**M1 fine-structure lines of Mg-like ions, S⁴⁺ to Cu¹⁷⁺: cube law and singlet–triplet mixing**

The table holds reduced M1 elements, wavelengths and rates of $3s3p\ ^3P_2\to{}^3P_1$ and $3p^2\ ^3P_1\to{}^3P_0$ for 12-electron ions, from CI+MBPT with Breit and QED in a B-spline basis. The program splits the rise of the rates into $\lambda^{-3}$ and $M^2$ factors, compares the elements with their pure-$LS$ values, and applies a parameter-free two-level mixing estimate that takes the spin–orbit parameter and the singlet–triplet gaps from level energies of the same runs. The rates rise $3.65\times10^4$-fold and $1.09\times10^5$-fold, almost entirely through the wavelength, while the strengths fall by 1.6% and 5.9% below the $LS$ values at Cu¹⁷⁺. The estimate reproduces the $3p^2$ interval within 1.23% and the elements within 0.0013 Bohr magnetons for eight ions; its closer agreement for the $3s3p$ interval is partly built in. The output also lists strength sums with the singlet partner lines, the $^1D_2$–$^3P_0$ crossing, and the change of the intervals from CI to CI+MBPT.

Calculated values. Magnetic-dipole lines of 12-electron ions from B-spline many-body code 1: no-pair Dirac CI+MBPT for two electrons outside a closed [He] 2s2 2p6 core (frozen-core Dirac-Hartree-Fock potential, finite nucleus), with screened core-valence correlation, Breit and QED. Line elements include static RPA; column heads name the upper level first.

## Script

```python
# Table: M1 reduced elements, wavelengths, rates of 3s3p 3P2-3P1 (a) and 3p2 3P1-3P0 (b), Mg-like S4+..Cu17+,
# B-spline many-body code, CI+MBPT with Breit and QED. Worked out: lambda^-3 and element shares of the rates,
# slopes, LS values, strength sums, and one parameter-free two-level singlet-triplet mixing estimate.
T = {
    'ion': ['S4+', 'Cl5+', 'Ar6+', 'K7+', 'Ca8+', 'Sc9+', 'Ti10+', 'V11+', 'Cr12+', 'Mn13+', 'Fe14+', 'Co15+', 'Ni16+', 'Cu17+'],
    'Z': [16, 17, 18, 19, 20, 21, 22, 23, 24, 25, 26, 27, 28, 29],
    'charge': [4, 5, 6, 7, 8, 9, 10, 11, 12, 13, 14, 15, 16, 17],  # e
    'line_reduced_element_bohr_magnetons_3s3p_3P2_3s3p_3P1': [1.585, 1.584, 1.584, 1.584, 1.584, 1.583, 1.583, 1.582, 1.581, 1.58, 1.578, 1.577, 1.575, 1.572],  # Bohr magnetons
    'line_wavelength_3s3p_3P2_3s3p_3P1': [13170, 8630, 5930, 4225, 3097, 2325, 1780, 1385, 1094, 874.5, 707.0, 577.2, 475.4, 394.7],  # nm
    'line_rate_3s3p_3P2_3s3p_3P1': [0.005934, 0.02107, 0.06492, 0.1795, 0.4553, 1.076, 2.397, 5.08, 10.3, 20.13, 38.02, 69.72, 124.4, 216.8],  # s⁻¹
    'line_reduced_element_bohr_magnetons_3p2_3P1_3p2_3P0': [1.417, 1.416, 1.416, 1.415, 1.413, 1.412, 1.409, 1.407, 1.403, 1.399, 1.394, 1.388, 1.382, 1.375],  # Bohr magnetons
    'line_wavelength_3p2_3P1_3p2_3P0': [24810, 15900, 10660, 7395, 5271, 3841, 2851, 2150, 1644, 1272, 996.4, 788.5, 630.2, 508.3],  # nm
    'line_rate_3p2_3P1_3p2_3P0': [0.001182, 0.00449, 0.01488, 0.04449, 0.1226, 0.3161, 0.7707, 1.791, 3.986, 8.539, 17.66, 35.35, 68.63, 129.4],  # s⁻¹
}
import numpy as np
from scipy import constants as C
ion = T['ion']; Z = np.array(T['Z'], float)
g = lambda q, s: np.array(T['line_' + q + '_' + s], float)
sa, sb = '3s3p_3P2_3s3p_3P1', '3p2_3P1_3p2_3P0'
Ma, La, Aa = [g(q, sa) for q in ('reduced_element_bohr_magnetons', 'wavelength', 'rate')]
Mb, Lb, Ab = [g(q, sb) for q in ('reduced_element_bohr_magnetons', 'wavelength', 'rate')]
gs = abs(C.physical_constants['electron g factor'][0]); muB = C.physical_constants['Bohr magneton'][0]
cm = C.e / (C.h * C.c * 100); Ea, Eb = 1e7 / La / cm, 1e7 / Lb / cm
LS = lambda J: (gs - 1) * np.sqrt((9 - J * J) * J * J / (4 * J))
Pa, Pb = LS(2), LS(1); ratio = Ea / Eb
sl = lambda y: np.diff(np.log(y)) / np.diff(np.log(Z))
print(f"a = 3s3p 3P2-3P1, b = 3p2 3P1-3P0; pure LS elements {Pa:.4f}, {Pb:.4f} muB; jj limit {Pa*(2/3)**.5:.3f}, {Pb*(2/3)**.5:.3f}")
print("ion | interval a, b (eV) | a/b | strength lost a, b (%, rounding 0.07) | dln(interval)/dlnZ a, b to next row")
for i in range(len(Z)):
    s = f"{sl(Ea)[i]:.2f} {sl(Eb)[i]:.2f}" if i < len(Z) - 1 else "-"
    print(f"{ion[i]:6s} {Ea[i]:.4f} {Eb[i]:.4f} | {ratio[i]:.3f} | {100*(1-(Ma[i]/Pa)**2):.2f} {100*(1-(Mb[i]/Pb)**2):.2f} | {s}")
K = C.mu_0 * (2 * np.pi / 1e-9) ** 3 * muB ** 2 / (3 * np.pi * C.hbar)
for n, M, L, A, w in (('a', Ma, La, Aa, 5), ('b', Mb, Lb, Ab, 3)):
    dev = 100 * np.max(np.abs(K * M ** 2 / (w * L ** 3) / A - 1))
    print(f"{n} S->Cu: interval x{L[0]/L[-1]:.1f}, rate x{A[-1]/A[0]:.3g}, lambda^-3 x{(L[0]/L[-1])**3:.3g}, element^2 x{(M[-1]/M[0])**2:.3f},"
          f" rate slope {sl(A)[0]:.1f}->{sl(A)[-1]:.1f}, rate formula within {dev:.2f}%")
print(f"rate a / rate b: {Aa[0]/Ab[0]:.2f} at S4+, {Aa[-1]/Ab[-1]:.2f} at Cu17+; M1 prefactor {K:.4g} s^-1 nm^3 muB^-2")
# further outputs of the same runs (typed): 3s3p 3P1-3P0 wavelength; levels 1P1, 3P1, 1S0, 3P0(3p2), 1D2; purities;
# elements 1P1-3P2 and 1S0-3P1; rate 3p2 3P1->1D2; CI-only intervals
idx = [list(Z).index(z) for z in (16, 18, 19, 21, 23, 26, 28, 29)]
L10 = np.array([27233.6, 12485.3, 8995.16, 5087.76, 3138.54, 1713.21, 1217.33, 1042.17])
E = np.array([[x / cm for x in (127226, 83321.7, 235478, 199905, 193648)],
    [21.1822, 14.1144, 39.2917, 33.4523, 32.8168], [23.8896, 16.0148, 44.3687, 37.7927, 37.2379],
    [29.3567, 19.8473, 54.6579, 46.5194, 46.1666], [34.9406, 23.7361, 65.2181, 55.3327, 55.2648],
    [43.6578, 29.7071, 81.8224, 68.7593, 69.3794], [49.7835, 33.7947, 93.5901, 77.8594, 79.2044],
    [52.9652, 35.8734, 99.737, 82.4545, 84.2693]])
pa = [1, 1, .999, .999, .997, .993, .988, .985]; pb = [.999, .998, .996, .992, .985, .968, .952, .943]
xa = [None, 0.032148, 0.04054, 0.060829, 0.086033, 0.13324, 0.17068, 0.191]
xb = [0.040343, 0.068245, 0.085169, 0.12495, 0.17203, 0.25301, 0.31062, 0.33952]
AD = [0.0262297, 0.0913737, 0.142059, 0.26203, 0.377231, 0.515937, 0.593748, 0.631216]
CI = {0: ((83081.4 - 82301.7) / cm, (200095 - 199684) / cm), 5: (31.4666 - 29.6763, 70.3752 - 69.1047), 7: (39.0727 - 35.8721, 85.3644 - 82.8768)}
zeta = 2 / 3 * (Ea[idx] + 1e7 / L10 / cm); Da, Db = E[:, 0] - E[:, 1], E[:, 2] - E[:, 3]
ta = 0.5 * np.arcsin(2 * zeta / np.sqrt(2) / Da); tb = 0.5 * np.arcsin(2 * np.sqrt(2) * zeta / Db)
ua, ub = Da * np.sin(ta) ** 2, Db * np.sin(tb) ** 2
ma, mb = zeta + ua, zeta / 2 + ub
ea, eb = 100 * (ma / Ea[idx] - 1), 100 * (mb / Eb[idx] - 1)
da, db = Pa * np.cos(ta) - Ma[idx], Pb * np.cos(tb) - Mb[idx]
Zeff = (zeta * cm * 81 / (C.Rydberg / 100 * C.alpha ** 2)) ** 0.25
print("estimate: zeta (eV) | purity est/run a, b | element est-table a, b (muB, rounding 0.0005) | interval error a, b (%) | a/b est")
for k, i in enumerate(idx):
    print(f"{ion[i]:6s} {zeta[k]:.4f} | {np.cos(ta[k])**2:.4f}/{pa[k]:.3f} {np.cos(tb[k])**2:.4f}/{pb[k]:.3f} | {da[k]:+.4f} {db[k]:+.4f} | {ea[k]:+.2f} {eb[k]:+.2f} | {ma[k]/mb[k]:.3f}")
print("ion | gaps a, b (eV) | singlet push share of interval a, b (%) | quadrature sum - LS a, b (muB) | Z-Zeff | 1D2-3P0 (eV) | rate to 1D2 / rate b")
for k, i in enumerate(idx):
    q = f"{np.hypot(Ma[i], xa[k]) - Pa:+.4f}" if xa[k] else "not listed"
    print(f"{ion[i]:6s} {Da[k]:.2f} {Db[k]:.2f} | {100*ua[k]/ma[k]:.1f} {100*ub[k]/mb[k]:.1f} | {q} {np.hypot(Mb[i], xb[k])-Pb:+.4f} | {Z[i]-Zeff[k]:.2f} | {E[k,4]-E[k,3]:+.3f} | {AD[k]/Ab[i]:.3g}")
print(f"S->Cu: zeta x{zeta[-1]/zeta[0]:.1f}, gap a x{Da[-1]/Da[0]:.2f}, gap b x{Db[-1]/Db[0]:.2f}; sin^2 ratio b/a {np.sin(tb[0])**2/np.sin(ta[0])**2:.1f}->{np.sin(tb[-1])**2/np.sin(ta[-1])**2:.1f}")
for n, d, e in (('a', da, ea), ('b', db, eb)):
    j, k = np.argmax(abs(d)), np.argmax(abs(e))
    print(f"worst {n}: element {ion[idx[j]]} {d[j]:+.4f} muB; interval {ion[idx[k]]} {e[k]:+.2f}%")
for k, (ca, cb) in CI.items():
    ra, rb = Ea[idx[k]] / ca, Eb[idx[k]] / cb
    print(f"{ion[idx[k]]} CI+MBPT vs CI interval a {100*(ra-1):+.1f}%, b {100*(rb-1):+.1f}%; cubed a {100*(ra**3-1):+.1f}%, b {100*(rb**3-1):+.1f}%")
assert np.all(np.diff(Ma) <= 0) and np.all(np.diff(Mb) <= 0) and Ma[0] < Pa + 6e-4 and Mb[0] < Pb + 6e-4
assert np.all(np.diff(ratio) < 0) and 1 < ratio.min() and ratio.max() < 2
assert np.all(sl(Ea) > 4) and np.all(sl(Eb) < 8) and np.all(sl(Eb) > sl(Ea))
```

It prints:

```
a = 3s3p 3P2-3P1, b = 3p2 3P1-3P0; pure LS elements 1.5848, 1.4175 muB; jj limit 1.294, 1.157
ion | interval a, b (eV) | a/b | strength lost a, b (%, rounding 0.07) | dln(interval)/dlnZ a, b to next row
S4+    0.0941 0.0500 | 1.884 | -0.02 0.07 | 6.97 7.34
Cl5+   0.1437 0.0780 | 1.842 | 0.10 0.21 | 6.56 6.99
Ar6+   0.2091 0.1163 | 1.798 | 0.10 0.21 | 6.27 6.76
K7+    0.2935 0.1677 | 1.750 | 0.10 0.35 | 6.06 6.60
Ca8+   0.4003 0.2352 | 1.702 | 0.10 0.63 | 5.88 6.49
Sc9+   0.5333 0.3228 | 1.652 | 0.23 0.77 | 5.74 6.41
Ti10+  0.6965 0.4349 | 1.602 | 0.23 1.19 | 5.64 6.35
V11+   0.8952 0.5767 | 1.552 | 0.35 1.48 | 5.54 6.30
Cr12+  1.1333 0.7542 | 1.503 | 0.48 2.03 | 5.49 6.28
Mn13+  1.4178 0.9747 | 1.455 | 0.61 2.59 | 5.42 6.23
Fe14+  1.7537 1.2443 | 1.409 | 0.86 3.29 | 5.37 6.20
Co15+  2.1480 1.5724 | 1.366 | 0.98 4.12 | 5.34 6.16
Ni16+  2.6080 1.9674 | 1.326 | 1.23 4.95 | 5.30 6.13
Cu17+  3.1412 2.4392 | 1.288 | 1.61 5.91 | -
a S->Cu: interval x33.4, rate x3.65e+04, lambda^-3 x3.71e+04, element^2 x0.984, rate slope 20.9->15.8, rate formula within 0.12%
b S->Cu: interval x48.8, rate x1.09e+05, lambda^-3 x1.16e+05, element^2 x0.942, rate slope 22.0->18.1, rate formula within 0.13%
rate a / rate b: 5.02 at S4+, 1.68 at Cu17+; M1 prefactor 2.697e+10 s^-1 nm^3 muB^-2
estimate: zeta (eV) | purity est/run a, b | element est-table a, b (muB, rounding 0.0005) | interval error a, b (%) | a/b est
S4+    0.0931 | 0.9999/1.000 0.9991/0.999 | -0.0003 -0.0001 | -0.25 +1.04 | 1.860
Ar6+   0.2056 | 0.9996/1.000 0.9975/0.998 | +0.0005 -0.0003 | -0.24 +0.86 | 1.778
K7+    0.2875 | 0.9993/0.999 0.9962/0.996 | +0.0003 -0.0002 | -0.23 +0.80 | 1.732
Sc9+   0.5180 | 0.9985/0.999 0.9918/0.992 | +0.0006 -0.0003 | -0.22 +0.83 | 1.635
V11+   0.8602 | 0.9970/0.997 0.9846/0.985 | +0.0005 -0.0004 | -0.22 +0.94 | 1.535
Fe14+  1.6516 | 0.9929/0.993 0.9669/0.968 | +0.0012 -0.0001 | -0.21 +1.07 | 1.391
Ni16+  2.4177 | 0.9884/0.988 0.9503/0.952 | +0.0006 -0.0002 | -0.21 +1.19 | 1.307
Cu17+  2.8873 | 0.9855/0.985 0.9407/0.943 | +0.0013 -0.0002 | -0.21 +1.23 | 1.270
ion | gaps a, b (eV) | singlet push share of interval a, b (%) | quadrature sum - LS a, b (muB) | Z-Zeff | 1D2-3P0 (eV) | rate to 1D2 / rate b
S4+    5.44 4.41 | 0.8 7.8 | not listed +0.0001 | 5.90 | -0.776 | 22.2
Ar6+   7.07 5.84 | 1.4 12.4 | -0.0005 +0.0002 | 5.69 | -0.636 | 6.14
K7+    7.87 6.58 | 1.8 14.9 | -0.0003 +0.0001 | 5.61 | -0.555 | 3.19
Sc9+   9.51 8.14 | 2.7 20.4 | -0.0006 +0.0000 | 5.49 | -0.353 | 0.829
V11+   11.20 9.89 | 3.7 26.1 | -0.0005 -0.0000 | 5.39 | -0.068 | 0.211
Fe14+  13.95 13.06 | 5.6 34.3 | -0.0012 -0.0007 | 5.27 | +0.620 | 0.0292
Ni16+  15.99 15.73 | 7.1 39.3 | -0.0006 -0.0010 | 5.20 | +1.345 | 0.00865
Cu17+  17.09 17.28 | 7.9 41.5 | -0.0012 -0.0012 | 5.16 | +1.815 | 0.00488
S->Cu: zeta x31.0, gap a x3.14, gap b x3.92; sin^2 ratio b/a 6.1->4.1
worst a: element Cu17+ +0.0013 muB; interval S4+ -0.25%
worst b: element V11+ -0.0004 muB; interval Cu17+ +1.23%
S4+ CI+MBPT vs CI interval a -2.6%, b -1.9%; cubed a -7.6%, b -5.7%
Fe14+ CI+MBPT vs CI interval a -2.0%, b -2.1%; cubed a -6.0%, b -6.1%
Cu17+ CI+MBPT vs CI interval a -1.9%, b -1.9%; cubed a -5.5%, b -5.7%
```
